\section*{Quasi-static MOSFET capacitances in saturation and at zero drain bias}

\subsection*{Statement}

Consider the intrinsic part of a long n-channel transistor of width $W$ and length $L$, with oxide capacitance $C'_{ox}$ per area and $C=WLC'_{ox}$. Let $Q_k$, $k\in\{g,d,s,b\}$, be the charges whose time derivatives are the charging currents \emph{entering} the terminals. The convention is
\begin{equation}
C_{kk}=\frac{\partial Q_k}{\partial V_k},\qquad C_{kl}=-\frac{\partial Q_k}{\partial V_l}\quad(k\neq l),
\label{eq:def}
\end{equation}
so the first index names the charge and the second the voltage. Let $\alpha$ be the body factor, $\alpha-1=dV_T/dV_{SB}$. In strong inversion with constant $\alpha$, the values $C_{kl}/C$ in saturation are (rows $k$, columns $l$)
\begin{equation}
\begin{array}{c|cccc}
 & g & d & s & b\\ \hline
g & \frac{3\alpha-1}{3\alpha} & 0 & \frac23 & \frac{\alpha-1}{3\alpha}\\[2pt]
d & \frac{4}{15} & 0 & -\frac{4\alpha}{15} & \frac{4(\alpha-1)}{15}\\[2pt]
s & \frac25 & 0 & \frac{2\alpha}{5} & \frac{2(\alpha-1)}{5}\\[2pt]
b & \frac{\alpha-1}{3\alpha} & 0 & \frac{2(\alpha-1)}{3} & \frac{(\alpha-1)(2\alpha+1)}{3\alpha}
\end{array}
\label{eq:sat}
\end{equation}
and at $V_{DS}=0$
\begin{equation}
\begin{array}{c|cccc}
 & g & d & s & b\\ \hline
g & 1 & \frac12 & \frac12 & 0\\[2pt]
d & \frac12 & \frac{\alpha}{3} & -\frac{\alpha}{6} & \frac{\alpha-1}{2}\\[2pt]
s & \frac12 & -\frac{\alpha}{6} & \frac{\alpha}{3} & \frac{\alpha-1}{2}\\[2pt]
b & 0 & \frac{\alpha-1}{2} & \frac{\alpha-1}{2} & \alpha-1
\end{array}
\label{eq:zero}
\end{equation}
The first matrix is not symmetric, the second is. Between the two ends the whole asymmetry is carried by one quantity, $C_m=C_{dg}-C_{gd}$, which falls from $4C/15$ to zero.

\subsection*{Premises}

(P1) Gradual channel, uniform acceptor density $N_A$, depletion approximation. (P2) Strong inversion: the surface potential relative to the bulk is pinned at $\psi_s=\phi_0+V_{CB}(x)$, where $V_C(x)$ is the channel voltage (the electron quasi-Fermi potential), $V_{CB}=V_C-V_B$, and $\phi_0$ is a constant. (P3) The current is $\mu W|Q_I'|\,\partial V_C/\partial x$ with constant mobility $\mu$. (P4) No gate leakage, generation or recombination; gate and body are equipotentials. (P5) The depletion charge is linearised in $V_{CB}$ about the operating value $V_R$ of $V_{SB}$, and $V_R$ is not varied in derivatives. (P6) Quasi-static operation: the charge profile at each instant is the static one for the instantaneous voltages.

\subsection*{Step 1: local charges}

With flat-band voltage $V_{FB}$, silicon permittivity $\varepsilon_s$ and $\gamma=\sqrt{2q\varepsilon_sN_A}/C'_{ox}$, Gauss's law at the gate and the depletion approximation give, per area,
\begin{equation}
Q_G'=C'_{ox}(V_G-V_C)+\text{const},\qquad Q_B'=-C'_{ox}\gamma\sqrt{\phi_0+V_{CB}} .
\end{equation}
Charge neutrality of each slice then gives $Q_I'=-C'_{ox}U$ with
\begin{equation}
U=V_{GB}-V_{FB}-\phi_0-V_{CB}-\gamma\sqrt{\phi_0+V_{CB}} .
\label{eq:Ufull}
\end{equation}
By (P5), $\gamma\sqrt{\phi_0+V_{CB}}\simeq u_B+(\alpha-1)(V_{CB}-V_R)$ with
\begin{equation}
u_B=\gamma\sqrt{\phi_0+V_R},\qquad \alpha=1+\frac{\gamma}{2\sqrt{\phi_0+V_R}} .
\end{equation}
Since $V_T=V_{FB}+\phi_0+\gamma\sqrt{\phi_0+V_{SB}}$, this $\alpha-1$ equals $dV_T/dV_{SB}$. Hence
\begin{equation}
U=V_G-\alpha V_C+(\alpha-1)V_B-V^*,
\label{eq:U}
\end{equation}
with the constant $V^*=V_{FB}+\phi_0+u_B-(\alpha-1)V_R$. The end values $U_S$ and $U_D$ follow from $V_C=V_S$ and $V_C=V_D$. At the operating point $U_S=V_{GS}-V_T$, and $\eta\equiv U_D/U_S=1-\alpha V_{DS}/U_S$. Thus $\eta=1$ at $V_{DS}=0$ and $\eta=0$ at pinch-off. For larger $V_{DS}$, $U_D$ stays at zero and the length of the pinched-off zone is neglected.

\subsection*{Step 2: drain and source charges}

Put the source at $x=0$, the drain at $x=L$, and $\xi=x/L$. Let $I(x,t)=\mu WC'_{ox}U\,\partial V_C/\partial x$ be the current flowing toward the source. Continuity reads $\partial I/\partial x=W\,\partial Q_I'/\partial t$. Multiplying by $x$ and integrating by parts from $0$ to $L$ gives
\begin{equation}
I(L,t)=\frac1L\int_0^L I\,dx+\frac{d}{dt}\,W\!\int_0^L\frac xL\,Q_I'\,dx .
\end{equation}
At a fixed time $dV_C=-dU/\alpha$, so the first term depends on the end values only:
\begin{equation}
\frac1L\int_0^L I\,dx=\frac{\mu WC'_{ox}}{2\alpha L}\,(U_S^2-U_D^2)\equiv I_T ,
\end{equation}
which is the static current at the instantaneous voltages. The drain terminal current is $i_D=I(L)$ and the source terminal current is $i_S=-I(0)$, with $i_D+i_S=dQ_I/dt$. Therefore $i_D=I_T+dQ_D/dt$ and $i_S=-I_T+dQ_S/dt$, where
\begin{equation}
Q_D=-C\!\int_0^1\!\xi\,U\,d\xi\equiv-C\,\mathcal D,\qquad Q_S=-C\!\int_0^1\!(1-\xi)\,U\,d\xi\equiv-C\,\mathcal S .
\end{equation}
This is the Ward--Dutton partition. It is a consequence of continuity and (P3), not an extra assumption; (P6) enters only when the static profile is inserted.

\subsection*{Step 3: static profile and integrals}

In the static state $I$ is independent of $x$, so $U\,dU/d\xi$ is constant and
\begin{equation}
U^2=U_S^2(1-\xi)+U_D^2\,\xi .
\label{eq:prof}
\end{equation}
With $\xi=(U_S^2-U^2)/(U_S^2-U_D^2)$ and $d\xi=-2U\,dU/(U_S^2-U_D^2)$,
\begin{equation}
\mathcal D=\frac{2}{(U_S^2-U_D^2)^2}\left[\frac{U_S^2(U_S^3-U_D^3)}{3}-\frac{U_S^5-U_D^5}{5}\right].
\end{equation}
The bracket equals $(2U_S^5-5U_S^2U_D^3+3U_D^5)/15$, which contains the factor $(U_S-U_D)^2$. Cancelling it,
\begin{equation}
\mathcal D=\frac{2}{15}\,\frac{2U_S^3+4U_S^2U_D+6U_SU_D^2+3U_D^3}{(U_S+U_D)^2},
\end{equation}
and $\mathcal S$ follows by exchanging $U_S$ and $U_D$, because that exchange maps $\xi$ to $1-\xi$ in \eqref{eq:prof}. At $\eta=0$, $\mathcal S=\frac25U_S$ and $\mathcal D=\frac4{15}U_S$: the source holds 60\,\% and the drain 40\,\% of $|Q_I|=\frac23CU_S$.

\subsection*{Step 4: gate and body charges}

Solving \eqref{eq:U} for $V_C$ gives $V_G-V_C=\frac{\alpha-1}{\alpha}V_{GB}+U/\alpha+\text{const}$. Integrate over the channel, write $\mathcal J=\mathcal S+\mathcal D=\int_0^1U\,d\xi$, and use $Q_G+Q_B+Q_I=\text{const}$:
\begin{equation}
Q_G=C\left[\frac{\alpha-1}{\alpha}V_{GB}+\frac{\mathcal J}{\alpha}\right]+\text{const},\qquad
Q_B=C\,\frac{\alpha-1}{\alpha}\left[\mathcal J-V_{GB}\right]+\text{const}.
\end{equation}

\subsection*{Step 5: chain rule}

Subscripts $S$ and $D$ on $\mathcal S,\mathcal D,\mathcal J$ denote derivatives with respect to $U_S$ and $U_D$. By \eqref{eq:U} both end values have slope $1$ in $V_G$ and $\alpha-1$ in $V_B$; $U_S$ has slope $-\alpha$ in $V_S$, and $U_D$ has slope $-\alpha$ in $V_D$. Definition \eqref{eq:def} gives
\begin{align}
&C_{dg}=C(\mathcal D_S+\mathcal D_D), && C_{dd}=\alpha C\mathcal D_D, && C_{ds}=-\alpha C\mathcal D_S, \nonumber\\
&C_{sg}=C(\mathcal S_S+\mathcal S_D), && C_{ss}=\alpha C\mathcal S_S, && C_{sd}=-\alpha C\mathcal S_D,\nonumber\\
&C_{gs}=C\mathcal J_S, && C_{gd}=C\mathcal J_D, && C_{gb}=C_{bg}=\tfrac{\alpha-1}{\alpha}C(1-\mathcal J_S-\mathcal J_D),
\label{eq:chain}
\end{align}
together with $C_{db},C_{sb},C_{bd},C_{bs}=(\alpha-1)\times(C_{dg},C_{sg},C_{gd},C_{gs})$. Each diagonal element equals the sum of the other entries of its row, since a common shift of all voltages changes no charge, and of its column, since the total charge is constant. This fixes $C_{gg}$ and $C_{bb}$. Differentiating $\mathcal D$ and $\mathcal S$,
\begin{align}
\mathcal D_S&=\frac{4(1+3\eta+\eta^2)}{15(1+\eta)^3}, & \mathcal D_D&=\frac{2\eta(8+9\eta+3\eta^2)}{15(1+\eta)^3},\nonumber\\
\mathcal S_S&=\frac{2(3+9\eta+8\eta^2)}{15(1+\eta)^3}, & \mathcal S_D&=\eta\,\mathcal D_S .
\label{eq:der}
\end{align}
Adding them gives $\mathcal J_S=\frac{2(1+2\eta)}{3(1+\eta)^2}$, $\mathcal J_D=\frac{2\eta(2+\eta)}{3(1+\eta)^2}$ and $1-\mathcal J_S-\mathcal J_D=\frac13\left(\frac{1-\eta}{1+\eta}\right)^2$.

\subsection*{Step 6: the two ends}

\emph{Saturation.} At $\eta=0$, $\mathcal S_S=\frac25$, $\mathcal D_S=\frac4{15}$, $\mathcal S_D=\mathcal D_D=0$, $\mathcal J_S=\frac23$. Inserting these in \eqref{eq:chain} gives \eqref{eq:sat}. Beyond pinch-off $U_D$ no longer follows any terminal voltage; as all $U_D$ derivatives already vanish at $\eta=0$, the capacitances join continuously and then stay constant.

\emph{Zero drain bias.} At $\eta=1$, $\mathcal S_S=\mathcal D_D=\frac13$ and $\mathcal S_D=\mathcal D_S=\frac16$, so $\mathcal J_S=\mathcal J_D=\frac12$, which gives \eqref{eq:zero}. The fractions have a direct origin: from \eqref{eq:prof}, $\partial U/\partial U_S=1-\xi$ and $\partial U/\partial U_D=\xi$ at $\eta=1$, so $\mathcal D_D=\int_0^1\xi^2d\xi$ and $\mathcal D_S=\mathcal S_D=\int_0^1\xi(1-\xi)\,d\xi$. The same function serves as partition weight and as response, and this makes the matrix symmetric.

\emph{Asymmetry.} From \eqref{eq:chain} and \eqref{eq:der},
\begin{equation}
C_m=C(\mathcal D_S-\mathcal S_D)=\frac{4C}{15}\,\frac{(1-\eta)(1+3\eta+\eta^2)}{(1+\eta)^3},
\label{eq:Cm}
\end{equation}
with $C_{gs}-C_{sg}=C_m$, $C_{sd}-C_{ds}=\alpha C_m$ and $C_{db}-C_{bd}=C_{bs}-C_{sb}=(\alpha-1)C_m$. In saturation the asymmetry is a delay. With $g_m=\partial I_T/\partial V_G=\mu WC'_{ox}U_S/(\alpha L)$ and time dependence $e^{j\omega t}$,
\begin{equation}
y_{dg}=g_m-j\omega C_{dg}=g_m\left(1-\tfrac4{15}\,j\omega\tau\right),\qquad \tau=\frac{\alpha L^2}{\mu U_S}.
\end{equation}
The gate acts on the drain current with a lag of $4\tau/15$, while the drain does not act on the gate charge at all.

\subsection*{Step 7: independent route at $V_{DS}=0$}

Hold gate and body fixed and let the channel voltage vary by $v(\xi)e^{j\omega t}$. Then $\delta Q_I'=\alpha C'_{ox}v$, and continuity becomes $d^2v/d\xi^2=\theta^2v$ with $\theta^2=j\omega\tau$, where $\tau=\alpha CR_{on}$ and $R_{on}=L/(\mu WC'_{ox}U_S)$. The solution is $v=[v_s\sinh\theta(1-\xi)+v_d\sinh\theta\xi]/\sinh\theta$, and $i_d=R_{on}^{-1}\,dv/d\xi$ at $\xi=1$, so
\begin{align}
R_{on}\,y_{dd}&=\theta\coth\theta=1+\frac{\theta^2}{3}-\frac{\theta^4}{45}+\dots,\nonumber\\
R_{on}\,y_{ds}&=-\frac{\theta}{\sinh\theta}=-1+\frac{\theta^2}{6}-\frac{7\theta^4}{360}+\dots
\label{eq:line}
\end{align}
By \eqref{eq:def} the terms linear in $j\omega$ are $j\omega C_{dd}$ and $-j\omega C_{ds}$, which returns $C_{dd}=\alpha C/3$ and $C_{ds}=-\alpha C/6$ without use of (P6). The negative $C_{ds}$ is the delay $\tau/6$ of the channel conductance. The closed switch is thus a $\pi$ network: a shunt $\alpha C/2$ at each end ($C/2$ to the gate, $(\alpha-1)C/2$ to the body), bridged by $R_{on}$ in parallel with $-\alpha C/6$.

\subsection*{Range of validity}

\emph{Frequency.} In \eqref{eq:line} the $\theta^4$ terms are real, and their size relative to the capacitive terms is $\omega\tau/15$ and $7\omega\tau/60$. The condition is $\omega\tau\ll1$.

\emph{Linearisation (P5).} At $V_{DS}=0$ only the tangent of \eqref{eq:Ufull} at $V_{CB}=V_R$ enters, so \eqref{eq:zero} is unaffected. In saturation the full \eqref{eq:Ufull} gives $d\xi=U\,dV_C/A$ with $A=\int_{V_S}^{V_P}U\,dV_C$ and $U(V_P)=0$. Then $Q_G=C(V_G-\bar V)+\text{const}$ with $\bar V=A^{-1}\!\int V_CU\,dV_C$, and differentiation yields
\begin{equation}
\frac{C_{gs}}{C}=\frac{U_S(\bar V-V_S)}{A},\qquad \frac{C_{gg}}{C}=1-\frac{V_P-V_S}{A}\left[\frac{V_P+V_S}{2}-\bar V\right],
\label{eq:curv}
\end{equation}
with $C_{gb}=C_{gg}-C_{gs}$. The change in $C_{gb}$, evaluated below, is substantial.

\emph{Pinning (P2).} With $\phi_t=k_BT/q$, Fermi potential $\phi_F$ and Boltzmann statistics, the first integral of Poisson's equation gives, for $\psi_s\gg\phi_t$, the total semiconductor charge per area $|Q_{sc}'|=C'_{ox}u_s$ with
\begin{equation}
u_s^2=\gamma^2\left[\psi_s+\phi_t\,e^{(\psi_s-2\phi_F-V_{CB})/\phi_t}\right],\qquad V_{GB}-V_{FB}-\psi_s=u_s .
\label{eq:poisson}
\end{equation}
Identify $u_B=\gamma\sqrt{\psi_s}$ and $u_s=U+u_B$. At fixed $\psi_s+V_B$, $-\partial u_s/\partial V_B=\gamma^2/(2u_s)\equiv c_b$ and $-\partial u_s/\partial V_C=(u_s^2-u_B^2)/(2\phi_tu_s)\equiv c_i$, while $\partial u_s/\partial(\psi_s+V_B)=c_b+c_i$. Implicit differentiation at $V_{DS}=0$ gives
\begin{equation}
\frac{C_{gb}}{C}=\frac{c_b}{1+c_b+c_i},\qquad \frac{C_{gs}+C_{gd}}{C}=\frac{c_i}{1+c_b+c_i}.
\label{eq:pin}
\end{equation}
So $C_{gb}=0$ is the limit $c_i\to\infty$, and the results need $U\gg2\phi_t$. In saturation this condition fails near the drain end, over a stretch that is short when $U_S\gg2\phi_t$.

\emph{Mobility and geometry.} A mobility that depends on the local vertical field leaves \eqref{eq:zero} unchanged, because the quasi-static perturbation of a uniform channel remains linear in $\xi$. It alters \eqref{eq:prof}, and so the fractions in \eqref{eq:sat}. Velocity saturation, channel-length modulation and drain-induced barrier lowering also change \eqref{eq:sat}; the last two make the drain column non-zero. Overlap, fringing and junction capacitances are outside the intrinsic device; they are reciprocal and add in parallel.

\subsection*{Illustration: silicon switch at zero drain bias}

Take $T=300$~K, $W=10~\mu$m, $L=1~\mu$m, $t_{ox}=7$~nm, $N_A=2\times10^{23}$~m$^{-3}$, $V_{GB}=3.3$~V and $V_{SB}=V_{DB}=1.0$~V, so $V_{GS}=2.3$~V. Compiled values for silicon are the static dielectric constant 11.7 (Ioffe Institute) and the gap 1.12~eV (Wing 2021). Typical inputs are 3.9 for the dielectric constant of SiO$_2$, $n_i\approx1.0\times10^{16}$~m$^{-3}$ and $\mu\approx0.035$~m$^2$V$^{-1}$s$^{-1}$. The gate is n$^+$ polysilicon with its Fermi level at the conduction-band edge, the intrinsic level is put at midgap, and oxide charge is neglected. Intermediate values are carried unrounded.

Then $\phi_t=25.85$~mV, $\phi_F=\phi_t\ln(N_A/n_i)=0.435$~V, $V_{FB}=-(E_g/2q+\phi_F)=-0.995$~V, $C'_{ox}=4.93\times10^{-3}$~F/m$^2$ and $\gamma=0.522$~V$^{1/2}$. Choose $\phi_0=2\phi_F+6.5\phi_t=1.037$~V. This gives $u_B=0.746$~V, $V_T=0.788$~V, $U_S=1.512$~V, $\alpha=1.183$ and $C=49.3$~fF. The coefficient of $\phi_t$ was chosen for consistency with \eqref{eq:poisson}, which requires it to equal $\ln[U_S(U_S+2u_B)/(\gamma^2\phi_t)]=6.5$. Doping and mobility were chosen so that $V_T(V_{SB}=0)=0.57$~V and $\mu C'_{ox}=173~\mu$A/V$^2$ are typical of 3.3~V transistors. The model's intrinsic capacitances are
\begin{center}
\begin{tabular}{lccccc}
 & $C_{gs}=C_{gd}$ & $C_{dd}=C_{ss}$ & $C_{ds}=C_{sd}$ & $C_{db}=C_{sb}$ & $C_{bb}$\\ \hline
fF & 24.7 & 19.5 & $-9.7$ & 4.5 & 9.0
\end{tabular}
\end{center}
The $\pi$ shunts are 29.2~fF each, $R_{on}=383~\Omega$ and $\tau=22.4$~ps. At 1~GHz, $\omega\tau=0.14$ and $7\omega\tau/60=0.016$. A drain bias of 50~mV gives $1-\eta=0.039$ and, from \eqref{eq:Cm}, $C_m=0.33$~fF.

In \eqref{eq:pin}, $c_i=39$ and $c_b=0.060$, so $C_{gs}+C_{gd}$ is 2.7\,\% below $C$ and $C_{gb}=0.0015\,C$. Quantum confinement of the inversion layer typically adds about 0.4~nm of equivalent oxide, which would lower $C$ by about 5\,\%, so the table is good to several per cent. For the same gate and source voltages in saturation, \eqref{eq:curv} gives $C_{gs}=0.669\,C$ against $0.667\,C$, but $C_{gb}=0.041\,C$ against $0.052\,C$: the constant-$\alpha$ value of $C_{gb}$ is 26\,\% too high.

The extrinsic parts rival the intrinsic ones. A typical overlap and fringe capacitance of 0.3~fF per $\mu$m of width adds 3.0~fF between gate and drain. An abrupt n$^+$p drain junction on the same $N_A$, with built-in voltage $V_{bi}\approx E_g/2q+\phi_F=0.995$~V, has $\sqrt{q\varepsilon_sN_A/[2(V_{bi}+V_{DB})]}=0.91\times10^{-3}$~F/m$^2$, or 9.1~fF for an assumed area of $10~\mu\text{m}\times1~\mu$m, sidewalls excluded. The model's drain self-capacitance then rises to 31.6~fF, and the intrinsic $\alpha C/3$ alone lies 38\,\% below that total.